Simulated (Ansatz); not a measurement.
## A series in volume scale on BN

Results calculated with Ansatz 0.2.0, not measured. Free energy against uniform scaling of the volume at fixed shape and fractions; periodic cell, basis, potentials, k mesh and filling as listed.

The cell before it is scaled or strained (space group F-43m, No. 216):
```
BN
1.0
      0.0000     1.8075     1.8075
      1.8075     0.0000     1.8075
      1.8075     1.8075     0.0000
B N
1 1
Direct
  0.00000 0.00000 0.00000
  0.25000 0.25000 0.25000
```

Settings of every row: functional PBE; dispersion none; potentials PAW; wave cutoff 500 eV; density cutoff 2000 eV; k mesh 9x9x9; k shift 0x0x0; occupations fixed; smearing width 0 eV; spin none.

| row | volume scale | V (Å³/atom) | energy above lowest point (meV/atom) | pressure (GPa) |
| --- | --- | --- | --- | --- |
| 1 | 0.9 | 5.315 | 94.3 | 51.92 |
| 2 | 0.925 | 5.462 | 53.3 | 37.48 |
| 3 | 0.95 | 5.61 | 24.8 | 24.64 |
| 4 | 0.975 | 5.758 | ? | ? |
| 5 | 1 | 5.905 | 0 | 3.07 |
| 6 | 1.025 | 6.053 | 1.4 | -5.98 |
| 7 | 1.05 | 6.2 | 10.7 | -14.03 |
| 8 | 1.075 | 6.348 | 27 | -21.2 |
| 9 | 1.1 | 6.496 | 49.5 | -27.59 |

Question: what energy above lowest point and pressure should row 4 give?

Worked fit of energy above lowest point. Take u = (V_r/V)^(2/3) − 1 with V_r = 5.979 Å³ an atom, which is twice the finite (Eulerian) strain; such expansions in the strain, on which the Birch-Murnaghan equation of state is built, carry the rest volume and the bulk modulus. The shown rows have u = 0.08164, 0.06215, 0.04338, 0.00834, -0.00817, -0.02391, -0.03914, -0.05379. Least squares give energy above lowest point = −0.32 − 89 × u + 15456 × u² − 2114 × u³ meV/atom; a parabola predicts inner rows, each left out in turn, worse (root mean square 0.18 against 0.073 meV/atom). The rows lie off it by 0.0, 0.0, 0.1, 0.0, 0.0, 0.0, 0.0, 0.0. Its lowest point lies at u = 0.0029, or V = 5.953 Å³ an atom, and the curvature there gives the bulk modulus at fixed shape and fractions, B = (4/9)(1 + u)² E″(u)/V = 371 GPa. The withheld row has u = 0.02543, so the fit gives −0.32 − 89 × (0.02543) + 15456 × (0.02543)² − 2114 × (0.02543)³ = 7.4 meV/atom.

The calculation gave 7.4 meV/atom. The fit meets it to the printed digit.

Worked fit of pressure. Take u = (V_r/V)^(2/3) − 1 with V_r = 5.979 Å³ an atom, which is twice the finite (Eulerian) strain; such expansions in the strain, on which the Birch-Murnaghan equation of state is built, carry the rest volume and the bulk modulus. The shown rows have u = 0.08164, 0.06215, 0.04338, 0.00834, -0.00817, -0.02391, -0.03914, -0.05379. Least squares give pressure = −1.595 + 548.85 × u + 1251.9 × u² + 648 × u³ GPa; a parabola predicts inner rows, each left out in turn, worse (root mean square 0.054 against 0.028 GPa). The rows lie off it by 0.01, -0.03, 0.02, 0.00, 0.02, -0.02, 0.00, 0.01. The pressure vanishes at u = 0.0029, or V = 5.953 Å³ an atom, and there the bulk modulus at fixed shape and fractions is B = −V dP/dV = (2/3)(1 + u) dP/du = 372 GPa. The withheld row has u = 0.02543, so the fit gives −1.595 + 548.85 × (0.02543) + 1251.9 × (0.02543)² + 648 × (0.02543)³ = 13.18 GPa.

The calculation gave 13.22 GPa. The fit lies 0.04 GPa (0.05 % of the column's range) below it; its largest miss of a shown row is 0.03 GPa.
